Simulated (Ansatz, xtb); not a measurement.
Two isomers of C6H7PS

We compare X, `CC1=CP=C(S)C=C1`, a singlet, with Y, `CC1=C(S)C=PC=C1`, a singlet. Both are isolated molecules in the gas phase, relaxed with B3LYP/def2-SVP; the shapes shown needn't be the lowest conformers.

X (Å):

```yaml
atoms:
  - { symbol: C, position_ang: [-1.4521, -0.9071, 2.2244] }
  - { symbol: C, position_ang: [-0.8346, -0.9166, 0.8431] }
  - { symbol: C, position_ang: [0.5091, -1.3012, 0.6865] }
  - { symbol: C, position_ang: [1.1912, -1.3170, -0.5306] }
  - { symbol: C, position_ang: [0.6207, -0.9507, -1.7580] }
  - { symbol: C, position_ang: [-1.5843, -0.5206, -0.2690] }
  - { symbol: P, position_ang: [-1.0516, -0.4235, -1.9233] }
  - { symbol: S, position_ang: [1.6758, -1.0474, -3.1870] }
  - { symbol: H, position_ang: [-2.5413, -1.0572, 2.1814] }
  - { symbol: H, position_ang: [-1.0229, -1.6922, 2.8659] }
  - { symbol: H, position_ang: [-1.2741, 0.0592, 2.7287] }
  - { symbol: H, position_ang: [1.0635, -1.6120, 1.5773] }
  - { symbol: H, position_ang: [2.2385, -1.6400, -0.5177] }
  - { symbol: H, position_ang: [0.7600, -0.6280, -4.0915] }
  - { symbol: H, position_ang: [-2.6302, -0.2343, -0.1035] }
```

Y (Å):

```tsv
atom	x (Å)	y (Å)	z (Å)
C	-1.4011	-0.6933	1.5358
C	-0.4151	-0.9753	0.4305
C	0.8130	-1.5782	0.7549
C	1.8090	-1.9316	-0.1521
C	0.1606	-0.9262	-1.9787
C	-0.7104	-0.6512	-0.9177
P	1.7221	-1.6884	-1.8737
S	-2.2827	0.0713	-1.3977
H	-2.3963	-1.1032	1.2968
H	-1.5337	0.3912	1.7030
H	-1.0641	-1.1301	2.4864
H	0.9865	-1.7961	1.8149
H	2.7156	-2.4022	0.2432
H	-0.1610	-0.6209	-2.9805
H	-2.5128	0.8029	-0.2853
```

Q: Which of the two would you expect CCSD(T)/def2-SVP + ΔMP2/def2-TZVPP electronic energies to favour?

A: CCSD(T)/def2-SVP + ΔMP2/def2-TZVPP gives E(Y) − E(X) = +1.05 kJ/mol, slightly favouring structure X, which is too small a margin to settle the true order.

Level by level:

| level | geometry | E(Y) − E(X) (kJ/mol) | departure from the last row (kJ/mol) | job, with rough time for the two |
| --- | --- | --- | --- | --- |
| GFN2-xTB | GFN2-xTB | +4.15 | +3.10 | optimisation, 0.23 s |
| HF/STO-3G | GFN2-xTB | +10.26 | +9.21 | single point, 0.68 s |
| r2SCAN-D4/def2-SVP | GFN2-xTB | +3.40 | +2.35 | single point, 4.2 s |
| B3LYP/def2-SVP | B3LYP/def2-SVP | +5.95 | +4.90 | optimisation, 46 s |
| HF/def2-SVP | B3LYP/def2-SVP | +6.67 | +5.62 | part of the CCSD(T) run |
| MP2/def2-SVP | B3LYP/def2-SVP | +0.92 | −0.13 | part of the CCSD(T) run |
| CCSD(T)/def2-SVP | B3LYP/def2-SVP | +1.17 | +0.12 | single point |
| CCSD(T)/def2-SVP + ΔMP2/def2-TZVPP | B3LYP/def2-SVP | +1.05 |  | single point, 99 s |

As drawn, both hold the same kinds of bond in the same numbers.

The largest departure from CCSD(T)/def2-SVP + ΔMP2/def2-TZVPP is that of HF/STO-3G, 9.21 kJ/mol. A small imaginary or near-zero mode remains, so no thermal terms are given. The last row adds to CCSD(T) the change of the MP2 difference between the two basis sets, here −0.12 kJ/mol.

The correlated steps freeze 16 core orbitals. Run with Ansatz 0.2.0, xtb 6.7.1; the last row on 2 threads of Intel(R) Xeon(R) Gold 6455B (Sapphire Rapids) on a shared host.

Both isomers are aromatic phosphinines, so the near-degeneracy reflects substituent placement rather than any change in the ring bonding. In X the thiol sits next to phosphorus, para to the methyl group, and its S–H bond lies in the ring plane, which favours donation from the sulfur lone pair into the π system. In Y the thiol and methyl groups are neighbours, and the S–H bond is twisted out of plane on the methyl side, probably at some cost in repulsion and conjugation.

Every level places X lower, but the gap shrinks from +6.67 kJ/mol in HF/def2-SVP to +0.92 kJ/mol in MP2 at the same geometries. Correlation therefore favours Y, plausibly through medium-range attraction between its adjacent substituents, although a different π-correlation energy for the two substitution patterns could contribute. B3LYP stays close to Hartree–Fock, which would fit missing dispersion. Because the thiol's position relative to both phosphorus and methyl changes at once, the comparison can't separate an electronic preference for either ring site from ortho crowding.
